The neon row looks wrong. CASSCF gives 156.53 eV for removing an electron from Ne⁵⁺, less than the 156.81 eV for F⁵⁺, although neon has one more proton. SS-CASPT2 turns the step from F to Ne from −0.28 to +0.71 eV, and the NIST values, 157.16 and 157.93 eV, give +0.77 eV. The CASSCF order is an artefact.

Ionisation energies of +5 ions between the lowest computed levels, from OpenMolcas 26.06: state-averaged CASSCF and SS-CASPT2 (IPEA shift 0.25 hartree, imaginary shift 0.1 hartree), valence s and p shells active, ANO-L-VTZP basis, non-relativistic with spin-orbit coupling added. The spin-orbit share is the part of the SS-CASPT2 value that this coupling adds.

```
element   Z  level before  level after  CASSCF (eV)  SS-CASPT2 (eV)  spin-orbit share (eV)
      O   8         2S1/2          1S0       137.87          137.88                   0.00
      F   9           1S0        2S1/2       156.81          156.84                   0.00
     Ne  10        2Po1/2          1S0       156.53          157.55                   0.10
      S  16         2S1/2          1S0        87.36           87.40                   0.00
     Cl  17           1S0        2S1/2        96.18           96.28                   0.00
     Ar  18        2Po1/2          1S0        89.68           90.68                   0.17
```

The level columns show that each period holds three different processes. A label such as 2Po1/2 gives spin multiplicity, orbital letter, odd parity (o) and total angular momentum J. O and S go from 2S1/2 to 1S0: the only valence s electron leaves a closed core behind. F and Cl go from 1S0 to 2S1/2, which breaks an s² pair. Ne and Ar go from 2Po1/2 to 1S0, that is from s²p to s². A p electron is less tightly bound than an s electron, which offsets the gain in nuclear charge at the last step. By the standard penetration argument the offset is relatively larger in period 3, where 3s dips inside the 2s²2p⁶ core more than 3p does. So Cl to Ar falls at both levels and in NIST's values (−6.50, −5.60, −5.65 eV), while F to Ne nearly levels off. CASSCF misplaces the two steps by similar amounts, −1.05 and −0.85 eV against NIST, but only the small step changes sign.

The first failure is seen without any measured value, by subtracting the two columns. The correction, SS-CASPT2 minus CASSCF, is 0.10 eV or less for O, F, S and Cl and about 1 eV for Ne and Ar. The same calculations give the other charge states, and these show that the correction follows the process, whatever the element. In all six s²p → s² steps (O³⁺, F⁴⁺, Ne⁵⁺, S³⁺, Cl⁴⁺, Ar⁵⁺) it lies between 0.85 and 1.02 eV; in all twelve steps that remove an s electron from s¹ or s² it is below 0.11 eV. Neon itself needs only 0.04 eV at charge +6, where an s electron leaves. Spin-orbit coupling is not the cause. Its share, 0.10 eV for Ne and 0.17 eV for Ar, arises because the starting J = 1/2 level lies below the mean of its term; it is contained in both columns, and without it the SS-CASPT2 step from F to Ne is still +0.61 eV.

The reason is a matter of theory, which the numbers fit but do not prove. An s² pair correlates chiefly by mixing with p², since s and p of one shell lie close, and this mixing is inside the sp active space. When F⁵⁺ loses one electron of the pair, CASSCF already accounts for most of the valence correlation that is lost. For s²p the balance is worse. Let K be the s–p exchange integral and Δ the cost of lifting the pair into one p orbital. A bare s² ion has three empty p orbitals to use, while in s²p one is blocked, so in second order the lowerings are roughly

E(s²) ≈ −3K²/Δ
E(s²p) ≈ −2K²/Δ

This blocking is real and favours the final state. In the true ion the s²p state has a compensation: the p electron correlates with both s electrons, through configurations such as s p d and excitations to higher shells. All of these lie outside the active space. CASSCF thus gives the final state nearly all its valence correlation and the initial state only a part, and the ionisation energy comes out too low. Perturbation theory restores 73% of the CASSCF error against NIST for Ne and 62% for Ar. A correction of this order is to be expected wherever a p electron leaves other valence electrons behind; the step from Ne⁴⁺, s²p² → s²p, also gains about 1 eV.

The second failure gives no such warning. SS-CASPT2 lies below NIST in every row, by 0.24, 0.32 and 0.38 eV for O, F and Ne and by 0.65, 0.66 and 0.61 eV for S, Cl and Ar; NIST's O and Cl values are semi-empirical. For the twelve s steps perturbation theory repairs only about 6 to 14% of the CASSCF error, taken from the unrounded energies. The two columns agree there because they share what is missing. With one valence electron and a frozen core the second-order correction would vanish, so its small non-zero size in the s¹ steps argues that the core is correlated, as the settings confirm for O and S. But a basis built for the valence shells of near-neutral atoms has no tight functions for the core and catches only a small part of the core–valence correlation; these runs show that the part caught is small, not how much is lost.

The second missing piece, which adds to the first, is scalar relativity, which binds a penetrating s electron more tightly. The runs are non-relativistic, as the settings say: the CASSCF values of the s¹ steps are those of non-relativistic Hartree–Fock in this basis, and the word scalar-relativistic in the descriptions attached to the runs is a generic label. The deficit grows with Z in all four isoelectronic s series, as a missing relativistic term would make it. For a size, take the hydrogenic mass-velocity and Darwin shift, let the electron see the full charge Z near the nucleus and q + 1 outside (q is the ion's charge), and fix the effective quantum number n* from the ionisation energy I in hartree, with α the fine-structure constant and n the shell:

I = (q + 1)² / (2n*²)
δ = α² Z² (q + 1)² / (2n*³) × (1 − 3/(4n))

For O⁵⁺, I = 137.88/27.21 = 5.067 hartree, so n*² = 36/(2 × 5.067) = 3.55 and n*³ = 6.70. Then δ = 5.325×10⁻⁵ × 64 × 36/(2 × 6.70) × 5/8 = 0.0057 hartree, or 0.16 eV, beside a deficit of 0.24 eV. The formula is crude and runs high, more so in period 3. It says only that relativity is worth one to several tenths of an eV, a large part of the deficit but not the whole.

A least-squares fit to the twelve s steps (O⁵⁺ among them, and five with semi-empirical NIST references) of deficit = c + kδ, with one c per period and a common k, leaves 0.030 eV rms; the worst step is S⁴⁺, off by 0.06 eV. A constant per period leaves 0.115 eV, so the growth is real. But a fixed fraction of I per period, 0.19% and 0.69% by the same kind of fit, leaves 0.025 eV with one parameter fewer and no mechanism behind it. Three points per series cannot tell these forms apart, and c and k trade against each other, so neither measures a part of the deficit. The relativistic form also misses systematically: in period 3 it falls short for all three s¹ steps and overshoots all three s² steps, and in the period-2 s² series the deficit grows by 0.10 and then 0.09 eV where δ grows by 0.10 and then 0.14 eV.

The p steps were kept out of the fits because the formula is for s electrons. Its p version, with Z − 4 as a rough inner charge and 2/3 in place of the 1 in the last factor, gives only 0.01 to 0.05 eV in period 2, yet the deficits are 0.465, 0.487 and 0.384 eV for O³⁺, F⁴⁺ and Ne⁵⁺, rising and then falling with Z. Scalar relativity can hardly supply these. Unrecovered correlation is the likelier source, mostly from the small basis and in part from stopping at second order with an IPEA shift of 0.25 and an imaginary shift; these runs do not separate the parts, and the F⁴⁺ reference is semi-empirical. It follows that the good SS-CASPT2 step from F to Ne, only 0.06 eV short of NIST's, rests on a cancellation between deficits of 0.32 and 0.38 eV that probably differ in origin.

The practical rule from all eighteen steps: read the levels before comparing neighbours, distrust CASSCF in an sp space by an eV or more where the p electron of s²p leaves, and take close agreement of CASSCF and SS-CASPT2 as no sign of accuracy until relativity and the core basis have been changed.
